A neutron scattered by the unpaired electrons of an ion picks up a wavelet from every part of the open shell. In the forward direction all wavelets arrive in step. As the angle opens, those from the outer parts of the shell slip out of phase first, and those from near the nucleus last. The table records this loss of phase for the 3d shell of an iron ion, from a Dirac-Fock calculation averaged over the configuration. Two rows, at 0.80 and 1.0 Å⁻¹, are hidden. The question is how closely they can be foreseen from the other twenty rows and from what is known of a 3d orbital.

Radial integrals j0, j2 and j4 of spherical Bessel functions over the open 3d shell of Fe³⁺ (Z = 26) in the configuration [Ar] 3d⁴ 4s¹, against sin θ/λ. Calculated with Radial Dirac-Fock and Kohn-Sham solver 2 at the Dirac-Fock level, as an average of configuration, with a finite nucleus of rms radius 3.7377 fm.

| sin theta over lambda (Å⁻¹) | j0 | j2 | j4 |
| --- | --- | --- | --- |
| 0 | 1.000 | 0 | 0 |
| 0.05 | 0.9808 | 0.0076 | 0 |
| 0.10 | 0.9259 | 0.0290 | 0.0004 |
| 0.15 | 0.8426 | 0.0601 | 0.0020 |
| 0.20 | 0.7409 | 0.0955 | 0.0057 |
| 0.25 | 0.6312 | 0.1300 | 0.0119 |
| 0.30 | 0.5224 | 0.1596 | 0.0206 |
| 0.35 | 0.4210 | 0.1818 | 0.0313 |
| 0.40 | 0.3310 | 0.1960 | 0.0430 |
| 0.45 | 0.2540 | 0.2024 | 0.0549 |
| 0.50 | 0.1901 | 0.2022 | 0.0660 |
| 0.60 | 0.0974 | 0.1875 | 0.0838 |
| 0.70 | 0.0413 | 0.1623 | 0.0942 |
| 0.80 | ? | ? | ? |
| 0.90 | -0.0064 | 0.1078 | 0.0955 |
| 1.0 | ? | ? | ? |
| 1.1 | -0.0159 | 0.0654 | 0.0823 |
| 1.2 | -0.0155 | 0.0500 | 0.0737 |
| 1.4 | -0.0118 | 0.0285 | 0.0568 |
| 1.6 | -0.0079 | 0.0159 | 0.0422 |
| 1.8 | -0.0050 | 0.0087 | 0.0308 |
| 2.0 | -0.0030 | 0.0047 | 0.0223 |

Let s stand for sin θ/λ, the first column, and let k = 4πs be the momentum transfer; with lengths in bohr, k = 6.6498 s for s in Å⁻¹. If P²(r) dr is the probability of finding the 3d electron between r and r + dr, each column is an average of a spherical Bessel function over the shell: jL = ∫P²(r) jL(kr) dr with L = 0, 2, 4. The column j0 is the Fourier transform of the spherically averaged 3d density. The columns j2 and j4 enter when there is an orbital moment or a non-spherical spin density. A full magnetic form factor is a sum of the three with coefficients that depend on the term, and a configuration average has no term. The ion is also not Fe³⁺ in its ground state. It has the right 23 electrons, but in the excited arrangement 3d⁴4s¹ and not the ground configuration 3d⁵, so the curves belong to that excited ion alone.

The limit of small k is exact and needs no orbital shape. While kr is small throughout the shell, each Bessel function can be replaced by its power series, and the average turns powers of r into moments:

j0 = 1 − k²⟨r²⟩/6 + k⁴⟨r⁴⟩/120 − k⁶⟨r⁶⟩/5040,

while j2 starts as k²⟨r²⟩/15 and j4 as k⁴⟨r⁴⟩/945. The same calculation gives ⟨r²⟩ = 1.0545 bohr², ⟨r⁴⟩ = 2.3143 bohr⁴ and ⟨r⁶⟩ = 8.968 bohr⁶. At s = 0.10, k = 0.66498 bohr⁻¹, so k² = 0.44220, k⁴ = 0.19554 and k⁶ = 0.08647. The terms are 1 − 0.07772 + 0.00377 − 0.00015 = 0.9259, which is the tabulated value. Nothing is fitted here, but moments and table come from one wavefunction, so the match shows consistency only. The zero of j4 at s = 0.05 is rounding, since the series gives 0.00003.

The series is of no use for the hidden rows. Cut off at k⁶ it is 0.0013 too low for j0 at s = 0.20 and 0.0286 too low at 0.30, about 5 % of the tabulated 0.5224, and then it runs away. At s = 0.80 and 1.0 the wavelength 2π/k is about 1.2 and 0.9 bohr, comparable with the rms radius √1.0545 = 1.03 bohr. Here the shape of the shell matters, and not just its size.

The crudest shape is a thin shell of radius r₀, for which the columns are the bare functions jL(kr₀). Then j0 crosses zero at kr₀ = π and dips to about −0.22, j2 peaks at about 0.31 just after that crossing, at kr₀ ≈ 3.3, and j4 peaks at about 0.20 near 5.6. The table keeps the order of the two peaks, j2 before j4, but differs in the rest. The largest j2 is 0.2024, the lowest known j0 only −0.0159, and j2 peaks at 0.45–0.50, long before j0 changes sign somewhere between 0.70 and 0.90. A spread of radii explains this. Each layer of the shell oscillates with its own period in k, so peaks and troughs are averaged down. The functions j2 and j4 start as (kr)² and (kr)⁴, are blind to the inner charge and respond to the outer. In j0 the inner charge, still at small kr, counts with a weight near 1, while the outer charge can oppose it with −0.22 at most, so the crossing comes late. Read as thin-shell radii, the j2 peak near s = 0.47 gives 3.3/3.1 ≈ 1.1 bohr, whereas a crossing near 0.85 gives 0.55 bohr.

That j0 must cross at all follows from the opposite limit, r → 0. Inverting the Fourier transform, the density of the shell at the nucleus is proportional to ∫k² j0 dk over all k. The centrifugal barrier keeps a d electron off the nucleus, and in the Dirac treatment too its density vanishes there, so the integral is zero and the positive lobe must be paid for by a negative one. Negative j0 is therefore neither an error nor a negative density. A cubic spline through s²·j0 on the known rows crosses zero at 0.85 Å⁻¹ and gives lobes of +0.0248 and −0.0203 Å⁻³: 82 % of the positive lobe is cancelled by s = 2.0, where j0 is still −0.0030 and the cancelling is still going on. The trough can be shallow because it is long and is weighted with s². Relativistic corrections apart, a d density starts as r⁴, so ∫k⁴ j0 dk vanishes as well; two such conditions need two sign changes, and j0 must turn faintly positive again somewhere beyond the table.

The simplest orbital that has both the hole at the nucleus and a spread of radii is a single Slater function, P ∝ r³exp(−ζr). With a = 2ζ its moments are ⟨r²⟩ = 8·7/a² = 14/ζ² and ⟨r⁴⟩ = 10·9·8·7/a⁴. For j0 the integrand is r⁵exp(−ar) sin(kr)/k, whose integral is the imaginary part of 5!/(a − ik)⁶, divided by k. Writing tan φ = k/a and normalising,

j0 = cos⁶φ · sin 6φ / (6 tan φ),

with zeros at φ = 30° and 60°, that is at k = 2ζ/√3 and 2ζ√3. Taking ζ from the computed size, ζ² = 14/1.0545 gives ζ = 3.644 bohr⁻¹, a first zero at k = 4.21 bohr⁻¹ or s = 0.633, and a second at 1.90. The table refutes both positions: j0 is still 0.0413 at 0.70 and has not yet turned positive at 2.0. A least-squares fit of ζ to all three columns of the twenty known rows, with equal weights, gives 3.95 bohr⁻¹ and moves the first zero only to 0.69, at the price of an ⟨r²⟩ that is 15 % below the computed one. The moments show the fault directly. One exponent fixes ⟨r⁴⟩/⟨r²⟩² at 5040/56² = 1.607 whatever ζ is, and the calculation has 2.081. The real shell is broader: it has more charge far out and, for the same rms radius, more far in.

Screening is the likely reason, argued here from two limits and not read off any column. Close to the nucleus a 3d electron feels the full charge, and, apart from the factor r³, its function falls off as a hydrogenic one with exponent Z/3 = 26/3 ≈ 8.7 bohr⁻¹. That limit is reached only where the shell holds almost no charge. Moving outward the electron passes the argon core, its fellow 3d electrons and at last the 4s, the attraction weakens towards the net charge of +4 left behind, and the local exponent falls. Far outside it is set by the binding energy, tending to √(2|ε|) in atomic units for an orbital energy ε, and the decay is much slower. A sum of two normalised Slater functions imitates this. Fitted in the same way to the same rows, with three parameters, it has exponents of 6.2 and 3.0 bohr⁻¹ and a coefficient of 0.63 on the slower one (the two coefficients add up to 1 before the sum is normalised). The three numbers are strongly correlated parameters of an incomplete form and should not be read as screened charges; they show only a fast inner and a slow outer decay.

The second exponent cuts the rms deviation from the known rows (s = 0 left aside, where every model is exact) from 0.016 to 0.00085. That is still seventeen times the table's rounding of 0.00005, and the deviations swing smoothly in sign along s, so the form is incomplete. The worst case is j0 at s = 1.2, too negative by 0.0023, or 15 % of the tabulated −0.0155. The moments, which were not fitted, come out low by 1.3 %, 7 % and 19 % for ⟨r²⟩, ⟨r⁴⟩ and ⟨r⁶⟩: the far tail is cut short, which agrees with a j0 that is 0.0012 too high at s = 0.15 and 0.20.

A forecast can also be had from smoothness alone, and the physics licenses it: a shell about 1 bohr in size cannot produce structure in k much finer than about 1 bohr⁻¹, or 0.15 Å⁻¹ in s. For j0 the steps from 0.50 to 0.60 and 0.70 are −0.0927 and −0.0561, a second difference of 0.0366. Suppose that the second difference shrinks by a constant factor ρ per step. The two steps to 0.90 must add up to −0.0064 − 0.0413 = −0.0477, which requires 0.0366(2ρ + ρ²) = 2·0.0561 − 0.0477 = 0.0645 and so ρ ≈ 0.66. Then j0(0.80) ≈ 0.0413 − 0.0561 + 0.024, about 0.009. Like reasoning for the other entries, not written out here and with ranges set by judgement, gives these forecasts:

- s = 0.80: j0 still positive, 0.008 to 0.012, so that the zero lies between 0.80 and 0.90; j2 within 0.0025 of 0.1345; j4 0.096 to 0.099, above both neighbours and so the largest listed.
- s = 1.0: j0 between the −0.0064 at 0.90 and the −0.0159 at 1.1, and nearer the latter because the curve is flattening into its trough; j2 0.083 to 0.087; j4 0.089 to 0.091.

The single exponent should miss by well over the rounding.

For the models, the error bar of each column is the largest miss found when one of the known rows from 0.60 to 1.2 is left out in turn and predicted from the rest. The two-exponent orbital predicts j0, j2 and j4 of 0.0102, 0.1342 and 0.0970 at s = 0.80 and −0.0152, 0.0860 and 0.0891 at s = 1.0, with bars of ±0.0025, ±0.0017 and ±0.0009. A cubic spline through the known rows, with no physics in it, gives 0.0096, 0.1345, 0.0975 and −0.0137, 0.0846, 0.0900, with bars of ±0.0023, ±0.0013 and ±0.0003. Those bars are generous, because leaving out any of these known rows except 0.60 opens a wider gap than the one to be bridged. The fitted single exponent puts j0 at −0.033 ± 0.048 for s = 0.80.

The withheld rows as computed:

| sin theta over lambda (Å⁻¹) | j0 | j2 | j4 |
| --- | --- | --- | --- |
| 0.80 | 0.0098 | 0.1343 | 0.0975 |
| 1.0 | -0.0137 | 0.0846 | 0.0899 |

All the forecasts from differences hold. At s = 0.80 j0 is 0.0098, still positive, and j4 is 0.0975, the largest in its column; at s = 1.0 j0 is −0.0137, above the −0.0159 at 1.1. A parabola through j4 at 0.70, 0.80 and 0.90 has its top at 0.80 + 0.1·0.0013/(2·0.0053) ≈ 0.81, next to the 0.80 of the two-exponent orbital.

The spline is the best predictor. It misses by 0.0002 at most and in half the entries by no more than the rounding. This says only that the curves are smooth and well sampled; filling a gap between two neighbours is an easy test, and the success lends no support to any picture of the orbital.

The two-exponent orbital stays within its bars in all six entries. At s = 0.80 it misses by +0.0004, −0.0001 and −0.0005 for j0, j2 and j4. At s = 1.0 the misses are −0.0015, +0.0014 and −0.0008, the last two taking up most of their bars, and the first amounting to 11 % of the computed j0. None of these is random. Every one of the six lies between the model's deviations at the two neighbouring known rows; for j0 at 1.0 these are −0.0006 at 0.90 and −0.0021 at 1.1. The row at 0.80 looks better for j0 and j2 merely because their deviations happen to change sign near there. The model digs the trough of j0 too deep from 0.90 onward. A plausible guess is that a fit with equal weights spends its three parameters on the large values at small s and describes the innermost charge, which dominates at large k, too poorly; the numbers do not isolate this.

The single exponent misses all six entries by 0.010 to 0.042, two hundred times the rounding or more, and it has the wrong sign for j0 at 0.80. It stays inside its own bars only because they are wide, in j0 several times the value to be predicted. Its j4 is about 0.018 too high in both rows, as befits a shell with too narrow a spread of radii, whose peaks are averaged down too little.

What the orbital picture gives, and the spline cannot, is the direction of change for a neighbouring ion. All three columns depend on r only through kr, so a shell that contracts by some fraction without changing shape stretches every curve along s by the same fraction and leaves the peak heights alone. A higher nuclear charge or the loss of a further electron moves the zero of j0 and the peaks of j2 and j4 outward. A broader spread of radii lowers the peaks, flattens the trough and widens the gap between the j2 peak and the j0 zero. For ground-state 3d⁵ the argument runs the other way: a fifth 3d electron screens the others better than a 4s electron does, the shell swells, and j0 should fall faster than it does here. That ground state is high-spin, and exchange takes back part of the swelling. Only the direction is argued, not the size, and the features need not move together: a change in outer screening alters the shape as well as the scale, and the zero of j0, tied to the inner charge, should shift less than the rms radius does.

The integrals cover the 3d shell alone, although 4s is open as well; an unpaired 4s electron is diffuse, and its spin density would add a part whose main lobe falls off at much smaller s than the 3d part, followed by a weak oscillating tail from its inner loops. The radial function is common to both spins, whereas in a real high-spin term exchange draws the majority-spin orbitals in somewhat. And the ion is free: in a solid, covalency carries spin density onto the ligands and changes the measured form factor, again mostly at small s.
